# Working notes: a false hysteresis loop from a leaky BiFeO$_3$ film

## Problem

A (001)-oriented BiFeO$_3$ film capacitor sits in a Sawyer–Tower circuit. A generator $V(t)=V_0\sin\omega t$ drives the sample in series with a reference capacitor $C_\text{ref}$. The tester plots $C_\text{ref}V_\text{ref}/A$ against $V/d$ and labels the vertical axis "polarisation".

All inputs below are assumed, or typical where so marked. None was measured.

| Quantity | Value |
|---|---|
| thickness $d$, electrode area $A$ | 200 nm, $1.0\times10^{-4}$ cm$^2$ |
| permittivity $\varepsilon'$ (typical of films) | 100 |
| dielectric loss $\varepsilon''$, conduction excluded | 3.0 at both frequencies |
| ohmic conductivity $\sigma$ (typical of a leaky film) | $2.0\times10^{-8}$ S/cm |
| remanent polarisation $P_r$ along the normal (typical) | 60 µC/cm$^2$ |
| coercive field $E_c$ (typical), ideal square loop | 200 kV/cm |
| small drive $V_0$, $C_\text{ref}$ | 2.0 V, 10 nF |
| large drive $V_p$, $C_\text{ref}$ | 8.0 V, 100 nF |
| input resistance across $C_\text{ref}$ | 1 GΩ (buffer) or 1 MΩ (bare scope) |
| frequencies $f$ | 100 Hz and 10 kHz |

(a) For the small drive, below $E_c$, find the apparent remanence, coercive field and loop area at both frequencies.
(b) Size the distortions from the finite $C_\text{ref}$ and from the input resistance.
(c) Find what the loop reports for the large drive, where the film switches.
(d) Find the P and U charges for half-sine pulses of amplitude $V_p$ and width $1/2f$, 1 s apart.
(e) Repeat (a) for a non-switching 10 nm HfO$_2$ film with typical $\varepsilon'=20$ and assumed $\varepsilon''=0.5$, $E_0=3.0$ MV/cm and ohmic peak leakage 1.0 mA/cm$^2$.

## What the circuit records

The circuit goes back to Sawyer and Tower (1930). I apply charge conservation to the node between sample and reference. The current leaving the sample is displacement current plus conduction current, $I=A(\dot D+J)$, and with an ideal buffer all of it charges $C_\text{ref}$:

$$D_\text{app}(t)\equiv\frac{C_\text{ref}V_\text{ref}}{A}=D(t)+\int^t J\,dt'+\text{const}.$$

The capacitor cannot tell the two currents apart. The axis carries $D=\varepsilon_0E+P$ and not $P$, and I keep $D$ throughout.

My conventions: $X(t)=\operatorname{Im}[\hat X e^{i\omega t}]$, $\varepsilon^*=\varepsilon'-i\varepsilon''$ with $\varepsilon''$ the loss of bound charge only, $\theta=\omega t$, $\varepsilon_0=8.854\times10^{-14}$ F/cm. I carry full precision and round only when printing.

For $E=E_0\sin\theta$ the bound response is $D=\varepsilon_0E_0(\varepsilon'\sin\theta-\varepsilon''\cos\theta)$. The leakage $J=\sigma E$ integrates from $t=0$ to $(\sigma E_0/\omega)(1-\cos\theta)$. The constant part only lifts the loop, and it goes away on centring. What is left is

$$D_\text{app}=D'\sin\theta-D''\cos\theta=D_0\sin(\theta-\delta),$$

$$D'=\varepsilon_0\varepsilon'E_0,\qquad D''=\varepsilon_0\varepsilon''E_0+\frac{\sigma E_0}{\omega},\qquad \tan\delta=\frac{D''}{D'},\qquad D_0=\sqrt{D'^2+D''^2}.$$

With $x=E/E_0=\sin\theta$ this gives $(D_\text{app}-D'x)^2/D''^2+x^2=1$, a tilted ellipse. It runs counter-clockwise, as a ferroelectric loop does. The three loop numbers follow.

- At $\theta=\pi$ the field falls through zero and $D_\text{app}=+D''$, so $P_r^\text{app}=\varepsilon_0\varepsilon''E_0+\sigma E_0/\omega$.
- $D_\text{app}$ vanishes at $\theta=\delta$, so $E_c^\text{app}=E_0\sin\delta$.
- The area is $W=\oint E\,dD_\text{app}=E_0\int_0^{2\pi}\sin\theta\,(D'\cos\theta+D''\sin\theta)\,d\theta=\pi E_0P_r^\text{app}$.

Also $P_r^\text{app}/D_0=E_c^\text{app}/E_0=\sin\delta$. The maximum $D_0$ comes at $\theta=\delta+\pi/2$, where the field has already dropped to $E_0\cos\delta$.

## (a) Small drive

I first put the whole 2.0 V on the film: $E_0=2.0\text{ V}/2.0\times10^{-5}\text{ cm}=100$ kV/cm, half of $E_c$. Then

- $D'=8.854\times10^{-14}\text{ F/cm}\times100\times10^5\text{ V/cm}=0.885$ µC/cm$^2$,
- $\varepsilon_0\varepsilon''E_0=0.0266$ µC/cm$^2$,
- $\sigma E_0=2.0$ mA/cm$^2$,
- $\omega=628.3$ s$^{-1}$ and $6.283\times10^4$ s$^{-1}$.

At 100 Hz, $\sigma E_0/\omega=2.0\times10^{-3}\text{ A cm}^{-2}/628.3\text{ s}^{-1}=3.183$ µC/cm$^2$. For the area, 1 kV/cm × 1 µC/cm$^2$ is 1 mJ/cm$^3$.

| | 100 Hz | 10 kHz |
|---|---|---|
| $\sigma E_0/\omega$ (µC/cm$^2$) | 3.183 | 0.0318 |
| $\sigma/\omega\varepsilon_0$ | 359.5 | 3.595 |
| $P_r^\text{app}$ (µC/cm$^2$) | 3.210 | 0.0584 |
| $\tan\delta$ | 3.625 | 0.0660 |
| $\delta$ (degrees) | 74.6 | 3.77 |
| $D_0$ (µC/cm$^2$) | 3.330 | 0.887 |
| $E_c^\text{app}$ (kV/cm) | 96.4 | 6.58 |
| $W$ (mJ/cm$^3$) | 1008 | 18.3 |
| $fW$ (W/cm$^3$) | 100.8 | 183.4 |

As a cross-check, $fW$ must be the mean dissipated power density $\tfrac12\sigma E_0^2+\tfrac12\omega\varepsilon_0\varepsilon''E_0^2$. The Joule term is 100 W/cm$^3$ at any frequency. The dielectric term is 0.83 W/cm$^3$ at 100 Hz and 83.4 W/cm$^3$ at 10 kHz. The sums match the last row.

So at 100 Hz a film in which no domain has switched shows a fat loop with a "squareness" $P_r^\text{app}/D_0$ of 0.964. Its top lies at 26.6 kV/cm on the falling branch, and at the field maximum $D_\text{app}$ is only $D'$. At 10 kHz the same film gives a thin cigar, with a remanence 55 times smaller. The leakage term equals $D'$ at $f=\sigma/2\pi\varepsilon_0\varepsilon'=360$ Hz and equals the dielectric loss at $\sigma/2\pi\varepsilon_0\varepsilon''=12.0$ kHz. At 10 kHz both loss terms therefore matter.

Two frequencies separate them:

$$\sigma=\frac{P_r^\text{app}(\omega_1)-P_r^\text{app}(\omega_2)}{E_0\,(1/\omega_1-1/\omega_2)}.$$

This assumes equal $\varepsilon''$. The numerator is 3.151 µC/cm$^2$, so a change of $\varepsilon''$ by its full value of 3.0 would move $\sigma$ by only 0.8 %.

One flaw in my inputs needs a size. A flat $\varepsilon''$ and a flat $\varepsilon'$ are not compatible with the Kramers–Kronig relations. Take Debye relaxators spread evenly in $\ln\tau$ with strength $g$ per unit $\ln\tau$. Then $\varepsilon''=g\int\omega\tau/(1+\omega^2\tau^2)\,d\ln\tau=\pi g/2$, and $\varepsilon'$ falls by $g\ln(\omega_2/\omega_1)=(2/\pi)\varepsilon''\ln100=8.8$ between my two frequencies. If 100 holds at 10 kHz, then 108.8 holds at 100 Hz. This leaves $P_r^\text{app}$ and $W$ untouched and moves $E_c^\text{app}$ at 100 Hz from 96.4 to 95.8 kV/cm. I trust that entry to about a per cent.

## (b) What the circuit itself adds

**Finite $C_\text{ref}$.** The sample is a complex capacitance $C^*=C'-iC''$ with $C'=\varepsilon_0\varepsilon'A/d=44.27$ pF and $C''=\varepsilon_0\varepsilon''A/d+G/\omega$. Here $G=\sigma A/d=1.0\times10^{-7}$ S, a leak of 10 MΩ. So $C''=160.5$ pF at 100 Hz and 2.92 pF at 10 kHz. Put $a=C'/C_\text{ref}$ and $b=C''/C_\text{ref}$. The series divider gives

$$\frac{\hat V_s}{\hat V}=\frac{1}{1+a-ib},\qquad \frac{\hat V_\text{ref}}{\hat V}=\frac{a-ib}{1+a-ib}=\frac{a(1+a)+b^2-ib}{N},\qquad N=(1+a)^2+b^2 .$$

The sample voltage is smaller than the drive by $1/\sqrt N$ and leads it by $\psi=\arctan[b/(1+a)]$. Plotted against $V/d$, the remanence reads $P_r^\text{app}/N$, and the in-phase part reads $\varepsilon'\,(1+a+b^2/a)/N$.

| | 100 Hz | 10 kHz |
|---|---|---|
| $a$ | 0.44 % | 0.44 % |
| $b$ | 0.0160 | $2.9\times10^{-4}$ |
| amplitude of $V_\text{ref}$ (mV) | 33.3 | 8.87 |
| $1-1/\sqrt N$ | 0.45 % | 0.44 % |
| $\psi$ (degrees) | 0.92 | 0.017 |
| $1-1/N$ | 0.90 % | 0.88 % |
| remanence as read (µC/cm$^2$) | 3.181 | 0.0579 |
| $\varepsilon'$ as read | 105.3 | 99.6 |

The row for $V_\text{ref}$ is $D_0A/C_\text{ref}$ at 2.0 V on the sample. The rule "drive error about $C_s/C_\text{ref}$" does describe the amplitude. The remanence suffers about twice that, since $1/N\approx1-2a$. The rule says nothing of the phase. At 100 Hz $V_\text{ref}$ is 1.7 % of the drive and mostly in quadrature, and the term $b^2/a=b\tan\delta=5.8$ % rotates leakage charge into the slope. That term is an order larger than $a$. The coercive field reads $(V_0/d)\sin(\delta-\psi)=96.0$ kV/cm. Plotting against $V-V_\text{ref}$ removes these distortions.

**Start-up offset.** Leaving out $\varepsilon''$, the node obeys $(C_\text{ref}+C')\dot V_\text{ref}+GV_\text{ref}=C'\dot V+GV$. The offset $\sigma E_0/\omega$ found above decays with $\tau=(C_\text{ref}+C')/G=0.10$ s, which is 10 periods at 100 Hz and $1.0\times10^3$ periods at 10 kHz. A single-shot loop is thus lifted, and a steady one centres itself.

**Input resistance.** A resistance $R_\text{in}$ across $C_\text{ref}$ turns its admittance into $i\omega C_\text{ref}(1-i\eta)$ with $\eta=1/\omega R_\text{in}C_\text{ref}$. Against the true sample field,

$$\hat D_\text{read}=\frac{D'-iD''}{1-i\eta}=\frac{(D'+\eta D'')-i\,(D''-\eta D')}{1+\eta^2}.$$

With 1 GΩ, $\eta=1.6\times10^{-4}$ at 100 Hz and the slope shifts by $\eta\tan\delta=0.06$ %, which I ignore. With 1 MΩ, $\eta=0.159$ at 100 Hz: the remanence reads 2.99 µC/cm$^2$ and $\varepsilon'$ reads 154. At 10 kHz $\eta=1.6\times10^{-3}$ and the remanence reads 0.0570 µC/cm$^2$, low by 2.4 %. The shunt closes the loop exactly when $\eta=\tan\delta$. A leak-free copy of my film has $\tan\delta=0.030<0.159$ and would give a negative remanence at 100 Hz, a loop running clockwise.

## (c) Large drive: switching plus leakage

Now $E_p=8.0\text{ V}/200\text{ nm}=400$ kV/cm. I add a square switching term $P_\text{sw}=\pm P_r$ that flips at $\pm E_c$, first at $\theta_c=\arcsin(200/400)=30°$. The linear terms scale by $E_p/E_0=4$. At $E=0$,

$$P_r^\text{loop}=P_r+\varepsilon_0\varepsilon''E_p+\frac{\sigma E_p}{\omega},\qquad W=4E_cP_r+\pi E_p\left(\varepsilon_0\varepsilon''E_p+\frac{\sigma E_p}{\omega}\right).$$

The dielectric term is 0.106 µC/cm$^2$ and the switching area $4E_cP_r$ is 48.0 J/cm$^3$.

| | 100 Hz | 10 kHz |
|---|---|---|
| $\sigma E_p/\omega$ (µC/cm$^2$) | 12.7 | 0.127 |
| false part of remanence (µC/cm$^2$) | 12.8 | 0.234 |
| $P_r^\text{loop}$ (µC/cm$^2$) | 72.8 | 60.2 |
| excess over $P_r$ | 21 % | 0.39 % |
| false part of area (J/cm$^3$) | 16.1 | 0.294 |

The coercive field survives. At $\theta_c$ and 100 Hz the linear part is $4(D'\sin\theta_c-D''\cos\theta_c)=-9.35$ µC/cm$^2$, with $D'$ and $D''$ from (a). The jump of $2P_r$ still carries $D_\text{app}$ through zero at 200 kV/cm. I have held $E_c$ fixed, although switching kinetics raises it with frequency.

The choice of $C_\text{ref}$ now depends on the charge. The peak is $P_r+4D_0=73.3$ µC/cm$^2$ at $\theta=164.6°$. On 10 nF this would be $73.3\times10^{-6}\times10^{-4}\text{ C}/10^{-8}\text{ F}=0.733$ V, or 9.2 % of the drive, about 21 times $C'/C_\text{ref}$. The criterion is $Q_\text{max}/C_\text{ref}V_p\ll1$. With 100 nF the ratio is 0.92 %. The same 100 nF would have left only 0.89 mV of signal for the small drive at 10 kHz, hence the two capacitors.

**Non-ohmic leakage.** For any odd, instantaneous $J(E)$ the centred integral at $\theta=\pi$ is half the charge of a half cycle:

$$P_r^\text{leak}=\frac1\omega\int_0^{\pi/2}J(E_0\sin\theta)\,d\theta .$$

The $1/\omega$ scaling is general, and the ellipse is not. For $J=J_0\,x|x|$, a square law of the space-charge-limited kind, $P_r^\text{leak}=(\pi/4)J_0/\omega$. The area is $(E_0J_0/\omega)\int_0^{2\pi}|\sin\theta|^3d\theta=(8/3)E_0J_0/\omega$, which is $32/3\pi^2=1.081$ times $\pi E_0P_r^\text{leak}$. If I match this law to 2.0 mA/cm$^2$ at 100 kV/cm, it gives 32 mA/cm$^2$ at 400 kV/cm and a false remanence of 40.0 µC/cm$^2$ at 100 Hz, against 12.7 for the ohmic law. The form of $J(E)$ is the largest uncertainty of this part.

## (d) Pulses: P minus U

A negative preset pulse poles the film down. P is the first positive pulse and switches it. U is the second positive pulse and finds it already up. I hold the sample at zero volts between pulses, reset $C_\text{ref}$ before each one, and read the charge at the end of the pulse, $\theta=\pi$.

- The instantaneous dielectric charge follows $E$ and returns to zero.
- The leakage is $\int_0^{\pi/\omega}\sigma E_p\sin\omega t\,dt=2\sigma E_p/\omega$.
- The slow dielectric part needs the time domain. The relaxators of part (a) have the response function $g\int\tau^{-1}e^{-s/\tau}d\ln\tau=g/s$. At the end of one half-sine from rest the residue is $\varepsilon_0\varepsilon''E_p\,(2/\pi)\int_0^\pi(\sin u/u)\,du=1.179\,\varepsilon_0\varepsilon''E_p$. With the upper limit at infinity the factor is 1, the steady-state remanence, as it should be.
- Switching contributes the change of $P_\text{sw}$.

For the last item let $P_0$ be the polarisation just at the end of a pulse and $P_r^*$ the value retained after the delay, symmetric in sign. P runs from $-P_r^*$ to $P_0$ and U from $+P_r^*$ to $P_0$. Hence

$$Q_P-Q_U=2P_r^*A .$$

The difference is twice the retained remanence. It equals $2P_sA$, with $P_s$ the spontaneous polarisation along the normal, only if the pulse switches the whole area and nothing switches back. In my square-loop model $P_0=P_r^*=P_r$.

| | 5 ms pulse (100 Hz) | 50 µs pulse (10 kHz) |
|---|---|---|
| leakage (µC/cm$^2$) | 25.5 | 0.255 |
| slow dielectric residue (µC/cm$^2$) | 0.125 | 0.125 |
| U (µC/cm$^2$) | 25.6 | 0.380 |
| P (µC/cm$^2$) | 145.6 | 120.4 |
| $Q_U$ (nC) | 2.56 | 0.038 |
| $Q_P$ (nC) | 14.56 | 12.04 |
| $Q_P-Q_U$ (nC) | 12.0 | 12.0 |

The 12.0 nC, or 120 µC/cm$^2$, is my input $2P_rA$ coming back by construction. The point is that it comes back at both widths while P alone does not. A purely linear film gives $Q_P=Q_U$.

Three things spoil the cancellation, and I size them for the 5 ms pulse.

1. The tail of the previous pulse, of age $s\gg1/\omega$, is $(4/\pi)\varepsilon_0\varepsilon''E_p/\omega s$. Over a window $\pi/\omega$ it changes by $4\varepsilon_0\varepsilon''E_p/(\omega s)^2=1.1\times10^{-6}$ µC/cm$^2$ at $s=1$ s, which is negligible.
2. The switched 12.0 nC puts an extra 0.12 V on the 100 nF during P only, for the 4.17 ms after $\theta_c$. The leakage of P falls short by $10^{-7}\text{ S}\times0.12\text{ V}\times4.17\text{ ms}=0.050$ nC, so P−U is low by 0.4 %.
3. The leakage may depend on the polarisation state, since the polarisation charge changes the barrier at the contacts. With $\sigma_-$ before the flip and $\sigma_+$ after it, P−U gains $(\sigma_--\sigma_+)(E_p/\omega)(1-\cos\theta_c)$ per area. For an assumed $\sigma_-=2\sigma_+$ and $\sigma_+=\sigma$ this is $12.7\times0.134=1.7$ µC/cm$^2$, or 1.4 % of $2P_r$. It drops to 0.017 µC/cm$^2$ for the 50 µs pulse.

Short pulses help with items 2 and 3, provided that switching still completes.

## (e) The same trap in HfO$_2$

The drive is 3.0 V across 10 nm. Here $D'=\varepsilon_0\times20\times3.0\text{ MV/cm}=5.31$ µC/cm$^2$ and $\varepsilon_0\varepsilon''E_0=0.133$ µC/cm$^2$.

| | 100 Hz | 10 kHz |
|---|---|---|
| $J_0/\omega$ (µC/cm$^2$) | 1.59 | 0.0159 |
| $P_r^\text{app}$ (µC/cm$^2$) | 1.72 | 0.149 |
| $\tan\delta$ | 0.325 | 0.0280 |
| $E_c^\text{app}$ (MV/cm) | 0.93 | 0.084 |

A plain dielectric again shows a remanence and a coercive field at 100 Hz. At 10 kHz the remainder is mostly dielectric loss, which no further rise in frequency removes while $\varepsilon''$ stays flat.

## How far the numbers reach

All results are the model's and not properties of the materials. For BiFeO$_3$ I chose $P_r$, $E_c$, $\varepsilon'$ and the leakage at 100 kV/cm to reproduce typical behaviour of a leaky film. As typical knowledge, leakage in such films grows faster than linearly with field, so the ohmic 12.7 µC/cm$^2$ at 400 kV/cm is likely too low by a factor of three or more, as the square-law case shows. For HfO$_2$ I chose the leakage high on purpose, for a defective film. A sound film typically leaks less by an order of magnitude or more, and its false remanence then sinks toward the 0.133 µC/cm$^2$ of dielectric loss.

The tests that I would apply to any open loop follow from the formulas. A false loop from a linear sample has $P_r^\text{app}$ and $E_c^\text{app}$ proportional to the drive amplitude with no saturation, $E_c^\text{app}/E_0=P_r^\text{app}/D_0$, an area of $\pi E_0P_r^\text{app}$, its maximum away from the field maximum, a leakage part falling as $1/f$, and $Q_P-Q_U=0$. For this film at 100 kV/cm the model's false remanence is 3.2 µC/cm$^2$ at 100 Hz and 0.058 µC/cm$^2$ at 10 kHz, with no switched charge at all.